Nearly touching conductors: permittivity of metal ball and pillar lattices

A lattice of isolated metal bodies in an insulator is itself an insulator. Its permittivity is that of the host times a factor fixed by geometry, and the factor grows without limit as neighbouring bodies approach contact (Keller, 1963). This page derives the divergence, brackets the finite remainder, and compares steel balls in air and oil with metal pillars in SiO₂ and HfO₂.

1. Conventions

ε and ε₁ are the relative permittivities of composite and host, and ε₀ is the vacuum permittivity. The bodies are neutral perfect conductors of radius a. The smallest surface-to-surface gap is h, and the lattice constant is L = 2a + h. Spheres sit on a simple cubic lattice with volume fraction f = (π/6)(2a/L)³. Infinitely long cylinders sit on a square lattice with f = (π/4)(2a/L)², and the field is perpendicular to their axes. The mean field E₀ lies along a lattice axis z, and L is far below the wavelength. By symmetry ε is a scalar for the spheres, and isotropic in the transverse plane for the cylinders.

Reflection symmetry makes the planes through the centres, normal to z, equipotentials, and makes the normal field vanish on the side walls of a cell centred on a gap. The cell is a capacitor with plates at z = ±L/2, each carrying half a body, with voltage V = E₀L. Equating its displacement flux CV to ε₀εE₀L² gives ε = C/(ε₀L) for spheres. For cylinders ε = C′/ε₀, with C′ the capacitance per unit length.

2. The divergent term

For h ≪ a the gap at distance r from the line of centres is g ≈ h + r²/a, since each surface recedes by r²/2a. It changes slowly compared with its own width, so each element is a parallel-plate capacitor. For cylinders the integrand falls off fast enough to extend the limits to infinity:

ε/ε₁ ≈ ∫ dx/(h + x²/a) = π√(a/h).   (1)

For spheres the integral grows logarithmically at large r and is cut off at r of order a:

ε/ε₁ ≈ (1/L) ∫₀^a 2πr dr/(h + r²/a) = (πa/L) ln(1 + a/h) → (π/2) ln(a/h) + C.   (2)

The cut-off only affects the constant C, which the gap region cannot determine. To first order in h/a both lattices obey f_max − f = πh/(4a), with f_max = π/4 or π/6. Therefore

cylinders: ε/ε₁ ≈ π^(3/2)/[2√(π/4 − f)]
spheres: ε/ε₁ ≈ −(π/2) ln(π/6 − f) + C_f,  C_f = C + (π/2) ln(π/4) = C − 0.38.   (3)

The whole cell voltage drops across the gap, so the field averaged along the line of centres is exactly

E_gap = E₀L/h ≈ 2aE₀/h.   (4)

The Maxwell Garnett formulas for conductors, (1 + 2f)/(1 − f) and (1 + f)/(1 − f), keep only the dipole on each body and stay finite at contact, at 4.30 and 8.32. The divergence comes from charge piled up at the gaps, which needs multipoles of high order.

3. Bracketing the remainder

A logarithm is never very large, so an unknown C matters. Two variational principles bound ε at any h.

Lower bound. By Thomson's principle, any divergence-free trial displacement with no flux through the side walls underestimates the capacitance. Take straight flux tubes along z. A tube at r < a crosses the true host thickness g = L − 2√(a² − r²), and a tube that misses the body crosses L. Adding the tubes in parallel gives

spheres: ε/ε₁ ≥ (π/2) ln(L/h) − πa/L + 1 − πa²/L²
cylinders: ε/ε₁ ≥ [2L/√(h(4a + h))] arctan √((4a + h)/h) − π/2 + h/L.

Upper bound. By Dirichlet's principle, any trial potential that takes the right values on the conductors and end planes overestimates the capacitance. Take φ = Vz/G(r) for |z| < G/2 and φ = ±V/2 beyond, with any G that nowhere exceeds the true host thickness. Integrating |∇φ|² over z gives V²(1 + G′²/12)/G, with G′ = dG/dr. Then ε/ε₁ ≤ (1/L)∫(1 + G′²/12)/G dA over the square face for spheres, and ε/ε₁ ≤ ∫(1 + G′²/12)/G dx over the width L for cylinders. For cylinders G = h + x²/a is admissible. For spheres take G = h + r²/b with b = L²/4a ≥ a, which reaches L exactly at the corners of the square. The integrand is then 1/3b + (1 − h/3b)/G, with b replaced by a for cylinders, and

spheres: ε/ε₁ ≤ 4a/3L + (L/a)(1 − 4ah/3L²) ∫₀^(π/4) ln[1 + (a/h) sec²θ] dθ
cylinders: ε/ε₁ ≤ L/3a + 2√(a/h)(1 − h/3a) arctan[L/(2√(ah))].

As h → 0 both pairs share the divergent terms of (1) and (2), which proves those terms, and they confine the remainder:

spheres: −0.27 ≤ ε/ε₁ − (π/2) ln(a/h) ≤ +1.01
cylinders: −2.57 ≤ ε/ε₁ − π√(a/h) ≤ −1.33.   (5)

The exact limits are (π/2) ln 2 − 3π/4 + 1 and 2/3 + π ln 2 − 2K for spheres, with Catalan's constant K = 0.916, and −1 − π/2 and −4/3 for cylinders. In the volume-fraction form −0.65 ≤ C_f ≤ +0.63, so the bare expression −(π/2) ln(π/6 − f) runs near the middle of the bracket. For cylinders the remainder is negative: (1) overestimates.

4. Comparison across gaps

Table 1. ε/ε₁ for ideal conductors, bounds rounded to the nearest digit.

Spheres, simple cubic
h/a     f       (π/2)ln(a/h)  lower   upper   E_gap/E₀
10⁻¹    0.4523  3.6           3.57    4.80    21
10⁻²    0.5158  7.2           6.99    8.27    201
10⁻³    0.5228  10.9          10.59   11.87   2001
10⁻⁴    0.5235  14.5          14.20   15.48   20001

Cylinders, square (E_gap/E₀ as above)
h/a     f       π√(a/h)       lower   upper
10⁻¹    0.7124  9.9           7.76    8.51
10⁻²    0.7776  31.4          28.97   30.00
10⁻³    0.7846  99.3          96.81   97.98
10⁻⁴    0.7853  314.2         311.6   312.8

Each decade in h adds (π/2) ln 10 = 3.62 for spheres and multiplies the cylinder term by √10 = 3.16. The reason is the number of directions in which the gap opens. The integrand 1/(h + r²/a) is flat out to r ≈ √(ah) and falls as a/r² beyond. With one curved direction the measure is dx, the tail converges, and half of the integral (1) comes from |x| < √(ah): a strip of width ∝ √h with plate spacing h gives h^(−1/2). With two curved directions the measure is 2πr dr, and the central disc, of area ∝ h at spacing h, gives a constant. Every further octave of r out to a contributes about equally, and the logarithm counts the octaves. At h/a = 10⁻³ the disc r < √(ah) holds only ln 2/ln(a/h) = 10 % of the divergent term. With no curved direction the growth is 1/h. For aligned cubes of side 2a the same principles (straight tubes, and G = h) give 4a²/(Lh) + 1 − 4a²/L² ≤ ε/ε₁ ≤ L/h, which is 19.1 to 21 at h/a = 0.1.

The brackets tend to constant widths, 1.28 for spheres and 1.24 for cylinders, but these mean different things. For cylinders the remainder is of relative order √(h/a): (1) is too high by 17 to 28 % at h/a = 0.1 and by 1.4 to 2.6 % at 10⁻³. For spheres it is of relative order 1/ln(a/h): the bracket is 34 % of the lower bound at 0.1 and still 9 % at 10⁻⁴. Without a separate determination of C, sphere values deserve two figures. At h/a = 0.1 the forms (3) give 4.1 for spheres (with C_f = 0) and 10.3 for cylinders, so the choice between h and f as the small variable is itself significant there. Maxwell Garnett gives 3.48 and 5.95 at this gap, below both lower bounds.

The same structure fixes the tolerances. Widening h by 10 % lowers the cylinder term by 4.7 % at any gap, but lowers the sphere value by only 0.15, out of about 11 at h/a = 10⁻³. Conversely, ε/ε₁ = 20 needs h/a ≈ 0.02 with cylinders. With spheres (5) requires h/a between 2.5×10⁻⁶ and 5.6×10⁻⁶, which for a = 5 mm is a gap of 12 to 28 nm. That is comparable with the roughness of polished bearing balls, typically tens of nm, so a smooth-sphere model no longer applies there.

5. Surface layers: the effective gap

Real gaps contain series layers. A layer of thickness t and permittivity ε_c on each metal surface changes the local capacitance per area to ε₀/(g/ε₁ + 2t/ε_c) = ε₀ε₁/(g + 2tε₁/ε_c). Each layer acts as host material of thickness tε₁/ε_c, so

h_eff = h + 2tε₁/ε_c,   (6)

where h is the thickness of host proper. This holds while t and tε₁/ε_c are small compared with √(a h_eff), the lateral scale of the field. Lacquered balls in contact have h = 0 and a gap made by the coating alone. A bare metal screens the field over a finite depth, which acts as a layer with t/ε_c = λ below the nominal surface. Then h_eff = h + 2λε₁ and a_eff = a − λε₁ at fixed L. On a mm scale λ is irrelevant; in a 5 nm gap it is not. The field in the host at the narrowest point becomes E₀L/h_eff.

6. Comparison across systems

Geometries are illustrative and material inputs are typical values: air ε₁ = 1, insulating oil 2.2, polymer lacquer ε_c = 3, SiO₂ 3.9, HfO₂ 20, and an approximate interface screening length λ = 0.05 nm, equivalent to 0.2 nm of SiO₂ per interface.

A: bare steel balls, a = 5 mm, h = 0.5 mm, in air, with a support of negligible effect.
B: the same balls with t = 5 µm of lacquer, touching without load, in air (L = 10.01 mm).
C: as B, flooded with oil.
D: floating W or TiN pillars, a = 50 nm, h = 5 nm (L = 105 nm), in SiO₂, a_eff = 49.8 nm.
E: as D, in HfO₂, a_eff = 49.0 nm.

A, D and E use the finite-gap bounds of section 3. B and C use (5) with a = 5 mm. For B to E the ranges are bounds on the equivalent geometry of section 5.

Table 2. The model's values.
     h_eff     h_eff/a_eff  ε/ε₁        ε           host gap field/E₀
A    0.5 mm    0.1          3.6–4.8     3.6–4.8     21
B    3.3 µm    6.7×10⁻⁴     11.2–12.5   11.2–12.5   3.0×10³
C    7.3 µm    1.5×10⁻³     10.0–11.3   22–25       1.4×10³
D    5.39 nm   0.108        7.4–8.1     29–32       19
E    7.0 nm    0.143        6.2–6.9     124–138     15

Size drops out. Only h_eff/a enters, so A and D, five orders of magnitude apart in length, sit at almost the same point of Table 1 and differ by shape: at equal relative gap the pillars give about twice the enhancement of the balls.

Closing the gap between balls buys little. From A to B the gap shrinks by a factor of 150 and the gap field rises by nearly as much, while ε roughly triples.

A better host is partly wasted. By (6) the series layer weighs more as ε₁ grows. Oil multiplies ε₁ by 2.2 and also h_eff by 2.2, but inside a logarithm, so the divergent part of ε rises by a factor of 1.96. For pillars h_eff enters as a square root and the penalty is larger. Without screening D gives 30 to 33 and E gives 155 to 170. Screening removes about 5 % from the lower bound in SiO₂, less than the width of the bracket, and about 20 % in HfO₂, which is more than the width. Replacing SiO₂ by HfO₂ raises ε₁ by a factor of 5.1 but ε by only 4.3 (lower bounds) or 4.4 (upper bounds). In case E, λ is therefore the input that limits the accuracy.

7. The price in field strength

If the host tolerates a peak field E_max, (4) limits the mean field to E₀ ≤ E_max h/L, because the peak is at least the average on the axis. Relative to pure host at E_max, the stored energy density is then at most (ε/ε₁)(h/L)². With the upper bounds this is about 0.011 for spheres and 0.019 for cylinders at h/a = 0.1, and 2.0×10⁻⁴ and 7.4×10⁻⁴ at h/a = 0.01. It vanishes as h² ln(a/h) or h^(3/2): the permittivity diverges more slowly than the field concentration squared. Such lattices raise capacitance at low voltage and are poor for energy storage.

In case D a typical SiO₂ breakdown field of 10 MV/cm is reached in the gap at E₀ ≈ 0.5 MV/cm. In gases the breakdown field depends on gap length, so the cell voltage is the better variable. The air wedge around a contact in case B contains every gap length from zero upwards, including that of the Paschen minimum, typically near 330 V for air. Partial discharge must be expected once V is not far above this value, at E₀ of order 0.3 kV/cm, against a typical 30 kV/cm for air over cm distances.

8. When is a body a conductor?

Let the body have complex permittivity ε_p and contrast α = |ε_p|/ε₁. The central disc of a sphere gap carries a flux of order ε₀ε₁Va through a radius √(ah). Spreading into the ball costs a potential drop of order flux/(ε₀|ε_p|√(ah)), a fraction √(a/h)/α of V. The same parameter appears for cylinders, up to a logarithm. The results above need α ≫ √(a/h), equivalently α²h/a ≫ 1, the parameter of Batchelor and O'Brien (1977). For smaller gaps the growth stops.

For steel with a typical conductivity σ = 5×10⁶ S/m at 1 kHz in air, α = σ/(ωε₀) = 9×10¹³. The skin depth √(2/(ωμ₀μᵣσ)) with an approximate μᵣ = 100 is 0.71 mm, which confines the charging current and raises the internal impedance by a factor of order a/δ ≈ 7, with δ the skin depth. This is irrelevant against such a margin. Ceramic BaTiO₃ spheres (typical ε_p = 2000) in epoxy (typical ε₁ = 4) have α = 500. The parameter √(a/h)/α is then 0.06 at h/a = 10⁻³ and reaches one at h/a = 4×10⁻⁶. For a real, finite ε_p the upper bound of section 3 still holds, since the trial potential remains admissible, but the lower bound does not, since field energy inside the body now counts.

9. Using the numbers

The entries of Table 2 belong to the model: perfect lattices, smooth surfaces and the stated inputs. A simple cubic stack of balls is not mechanically stable by itself and needs walls or a frame, and a slump into denser packing adds contacts per ball and raises ε. Load flattens lacquered contacts, which raises ε once the flat approaches √(a h_eff), 0.13 mm in case B. A metallic contact through a pinhole in the lacquer joins two balls into one conductor, and a connected chain of such contacts shorts the sample. For pillars the formulas need heights well above L and truly floating metal; pillars tied to fixed potentials pose a different boundary-value problem. A practical test of the regime is a plot of ε against ln(1/h) for balls or h^(−1/2) for pillars. The slopes, (π/2)ε₁ and πε₁√a, are fixed by the curvature of the gap alone, while the intercept collects the far field and must lie within ε₁ times the bracket (5), once the term (π/2)ε₁ ln a is removed for balls.